The chemical shift $\delta$ of a hydrogen is the magnetic shielding $\sigma$ of the hydrogens in tetramethylsilane (TMS) less the shielding of the hydrogen in question. Both shieldings were computed with a hybrid density functional for single molecules in the gas phase, without spin-orbit coupling, and the result stands beside a shift measured in solution. A high shift means weak shielding.

Three sizes are worth remembering. A hydrogen in these molecules is shielded by some 24 to 31 ppm, and its shift is computed to within about 0.2 ppm. Differences between positions on one ring, measured in one solvent, come out to within a few hundredths of a ppm. The method therefore places a whole set of ring signals less well than it spaces the signals within the set, and the question is why.

1H chemical shifts against TMS, computed with PySCF 2.14.0 at the GIAO mPW1PW91/pcSseg-1 level (non-relativistic, density fitting, gas phase) on PBE0-D3(BJ)/def2-SVP geometries and averaged over equivalent hydrogens. The TMS shielding is computed at the same level. Non-hydrogen atoms are numbered from 1 in SMILES order, and a hydrogen takes the number of the atom it is bonded to.

| SMILES | atom | medium | computed (ppm) | measured (ppm) | computed less measured (ppm) |
| --- | --- | --- | --- | --- | --- |
| CC(C)(C)F | 1 | solution | 1.28 | 1.34 | -0.06 |
| C=C[Si](C)(C)C | 2 | solution | 6.34 | 6.11 | 0.23 |
| C=CP(C)C | 2 | solution | 6.45 | 6.23 | 0.22 |
| Fc1ccccc1 | 3 | CH2Cl2 | 7.14 | 7.05 | 0.09 |
| Fc1ccccc1 | 5 | acetonitrile | 7.21 | 7.163 | 0.05 |
| [GeH3][c]1ccccc1 | 4 | CCl4 | 7.44 | 7.24 | 0.20 |
| [GeH3][c]1ccccc1 | 5 | CCl4 | 7.45 | 7.28 | 0.17 |
| Fc1ccccc1 | 4 | acetonitrile | 7.44 | 7.366 | 0.07 |
| [GeH3][c]1ccccc1 | 3 | CCl4 | 7.64 | 7.44 | 0.20 |

### Where the error sits

All eight hydrogens on doubly bonded or aromatic carbon have computed shifts that are too high. The mean error, computed less measured, is 0.15 ppm. The ninth row, the methyl hydrogens of tert-butyl fluoride, is slightly too low.

The errors fall into groups, and the groups are molecules. In both rings atoms 3, 4 and 5 are the ortho, meta and para positions. Phenylgermane misses by 0.17 to 0.20 ppm at all three, fluorobenzene by only 0.05 to 0.09 ppm. Knowing the molecule tells more about the error than knowing the position on the ring. The two rings were also measured in different solvents, and for the other three molecules the solvent is not named, so the influences of molecule and medium are tied together here.

### Three limiting cases

The error can be written as

$$\Delta = e_{\mathrm{TMS}} - e_{\mathrm{H}} - m .$$

Here $e$ is the computed shielding less the true gas-phase shielding, for TMS and for the hydrogen in question, and $m$ is the change of the shift on going from the gas into the medium. Three simple causes can each be imagined to act alone, and each would leave its own pattern in the last column.

Suppose first that only the TMS shielding were wrong. The same number enters every shift, so every row would be off by the same amount. The errors instead run from −0.06 to 0.23 ppm. A faulty reference may contribute a constant, but the differences between molecules must come from the other two terms or from errors in the measured values.

Suppose next that the error grew in proportion to the shift, as it would if the method stretched the whole scale. The two vinyl rows then supply the stretch, a mean of 3.65 percent of the measured shift. Carried over to the mean measured shift of fluorobenzene, which played no part in finding it, this gives

$$0.0365 \times \frac{7.05 + 7.163 + 7.366}{3}\ \mathrm{ppm} \approx 0.26\ \mathrm{ppm}.$$

The mean error found for fluorobenzene is 0.07 ppm, about a quarter of the estimate. Of these two groups, the vinyl hydrogens have the lower shifts and yet the larger errors, which is the reverse of what a stretched scale produces. One common scaling factor would therefore not repair these rows. A modest stretch could still be hidden under differences between the media.

Suppose last that the error came from the heavy atom. Spin-orbit coupling at germanium lets the magnetic field induce a little spin density, which is passed along the bonds and changes the shielding of distant hydrogens. Such an effect usually weakens with the number of bonds, and here that number rises from three at the ortho position to five at the para position. The error falls only from 0.20 to 0.17 ppm, a change no larger than the difference between the two ortho hydrogens in the single frozen conformer.

The vinyl rows serve as a control. Their hydrogens sit on the carbon bonded to silicon or phosphorus, both light enough for spin-orbit coupling to matter little, and they miss by slightly more than those of phenylgermane. An error of this size thus arises without a heavy atom. The omitted coupling may still contribute at germanium, but the numbers give no sign that it dominates.

### Why differences within a ring survive

When two hydrogens of one molecule in one solvent are compared, $e_{\mathrm{TMS}}$ drops out exactly. Whatever the two positions share in $e_{\mathrm{H}}$ and $m$ drops out as well. The computed gap is then the measured gap plus whatever part of the errors the two positions do not share, and in these rings that part is only a few hundredths of a ppm. In acetonitrile the meta hydrogen of fluorobenzene is measured 0.20 ppm above the para hydrogen, and the computed gap is 0.23 ppm.

The chemistry behind this gap is π donation. A lone pair on fluorine overlaps with the π system of the ring and moves electron density to the ortho and para carbons, while the meta carbons gain little. In such rings more density usually goes with more shielding, which is the accepted reason why the ortho and para hydrogens have lower shifts than the meta hydrogen. The computed carbon shieldings follow the same pattern, with about 63 ppm at ortho, 55 at para and 48 at meta.

In phenylgermane the order is different, and the calculation follows the change. The ortho hydrogen now has the highest shift, 0.19 ppm above para in the calculation and 0.16 ppm in the measurement. The method thus distinguishes the two substituents correctly, although it places the phenylgermane signals too high as a group.

This accuracy has a limit. The meta and para hydrogens of phenylgermane are computed only 0.01 ppm apart. The two meta hydrogens, which become equivalent once the germyl group rotates, already differ by 0.02 ppm in the frozen conformer. The order of meta and para is therefore not resolved.

### What shifts a whole molecule

The medium is a strong candidate for the difference between the two rings. Phenylgermane was measured in carbon tetrachloride, which is nonpolar, and two of the fluorobenzene rows in acetonitrile. The negative end of acetonitrile is drawn to the slightly positive ring hydrogens and pushes electron density away from them. Their measured shifts should therefore rise, and a gas-phase calculation that is too high then appears to be closer to the measurement.

The mean error of phenylgermane exceeds that of fluorobenzene in acetonitrile by 0.13 ppm. A change from a nonpolar to a polar solvent can be expected to move ring hydrogens by an amount of this order. The table cannot show how much of the difference belongs to the solvents, because no molecule in it was measured in both carbon tetrachloride and acetonitrile. Fluorobenzene measured in carbon tetrachloride would test this, because its error should then rise towards that of phenylgermane.

A positive error remains in acetonitrile too, and there the functional is a possible source, beside the small basis set and the missing vibrational averaging. A magnetic field mixes occupied with empty orbitals, and for hydrogens on a double bond or an aromatic ring this mixing reduces the shielding. Approximate functionals tend to place the empty orbitals too close to the occupied ones, so that the mixing is too strong. Double bonds and aromatic rings have low-lying empty π orbitals and should suffer more than saturated groups. This is an argument from theory and is not tested here, since the table holds only one functional and one basis set.

The methyl row shows the opposite limit. A hydrogen on a saturated carbon resembles the hydrogens of TMS, so $e_{\mathrm{H}}$ and $e_{\mathrm{TMS}}$ should be nearly equal and cancel. The error of −0.06 ppm agrees with this, though a single row is thin support. The computed shift is also an average over hydrogens that differ by 0.53 ppm within one methyl group of the frozen molecule. The average is the right quantity to compare, because rapid rotation carries each hydrogen through all three positions.

### Reading the failure from the numbers

The useful test is to sort the errors by molecule before looking for a cause at a particular atom. An error that stays nearly constant around a ring points to something the positions share, such as the solvent or a general bias of the functional. An error that changed strongly from ortho to para would point to the substituent. Phenylgermane shows the first pattern within one solvent and fluorobenzene shows it across two, but the nine rows come from only five molecules, so the pattern has fewer independent supports than the number of rows suggests.

The printed output below gives the group means, the differences within each ring and the proportional estimate.

The analysis program printed:

```
Number of sp2 rows with computed shift too high: 8
Mean error of the eight sp2 rows (ppm): 0.1537
Mean error of the two vinyl rows (ppm): 0.225
Mean error of phenylgermane in CCl4 (ppm): 0.19
Mean error of fluorobenzene, all three rows (ppm): 0.07
Mean error of fluorobenzene, acetonitrile rows only (ppm): 0.06
Phenylgermane mean error less fluorobenzene mean error in acetonitrile (ppm): 0.13
Range of errors over all nine rows (ppm): 0.29
Range of errors within phenylgermane (ppm): 0.03
Phenylgermane ortho less para, computed (ppm): 0.19
Phenylgermane ortho less para, measured (ppm): 0.16
Fluorobenzene meta less para in acetonitrile, computed (ppm): 0.23
Fluorobenzene meta less para in acetonitrile, measured (ppm): 0.203
Relative error of the vinyl rows (percent): 3.648
Error of fluorobenzene expected if the error were proportional to the shift (ppm): 0.2624
Phenylgermane, difference between the two ortho H in the frozen conformer (ppm): 0.0361
Phenylgermane, difference between the two meta H in the frozen conformer (ppm): 0.0241
Tert-butyl fluoride, spread of H within one methyl before averaging (ppm): 0.5302
```
